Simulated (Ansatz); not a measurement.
**The atomisation energy (no zero-point term) down a group: F to I**

One atom is swapped for its congeners: SiH2F2 `F[SiH2]F`; SiH2ClF `F[SiH2]Cl`; SiH2IF `F[SiH2]I`. The Br member is missing. All are singlets with charge 0.

Shapes, held fixed at every level: PBE0-D4/def2-TZVP. Programs: Ansatz 0.2.0. Values in eV.

```tsv
level	SiH2F2	SiH2ClF	SiH2IF
B3LYP-D4/def2-TZVPP	19.05	17.10	15.76
wB97M-V/def2-TZVPP	19.21	17.34	15.86
wB97X-V/def2-TZVPP	19.25	17.38	15.98
CCSD(T)/def2-SVP	17.64	15.82	14.49
CCSD/def2-TZVPP	18.61	16.64	15.30
CCSD(T)/def2-TZVPP	18.82	16.86	15.52
```

At CCSD(T)/def2-TZVPP the atomisation energy falls at every step, from 18.82 to 15.52 eV. Every level shows the same order. For atoms past krypton def2 sets carry core potentials with scalar relativity. Correlated rows may include outer-core shells of I, which these sets cover unevenly. Spin-orbit coupling, which grows down the group, is left out (summed over each molecule's free atoms 0.05, 0.07, 0.35 eV).

Because the three molecules differ only in one halogen, the fall in atomisation energy tracks the weakening of the Si–X bond. Fluorine's compact 2p shell and high electronegativity give a short, strongly polar bond to electropositive silicon. Further down the group the valence p orbitals become more diffuse, overlap with silicon weakens and the ionic contribution shrinks. At every level the drop from F to Cl exceeds that from Cl to I, although the latter spans two periods, which marks out fluorine as the exceptional member.

The triples correction is almost the same for all three molecules and so barely affects the trend. Enlarging the basis matters far more, raising the CCSD(T) value for SiH2F2 from 17.64 to 18.82 eV. The larger-basis coupled-cluster energies are therefore probably still below their basis-set limit, and the higher density-functional values are not in themselves evidence of overbinding. Spin-orbit coupling would mainly stabilise the free atoms, iodine most of all, and so steepen the decline. The ordering concerns bond strength, not the rate of substitution or hydrolysis at silicon.
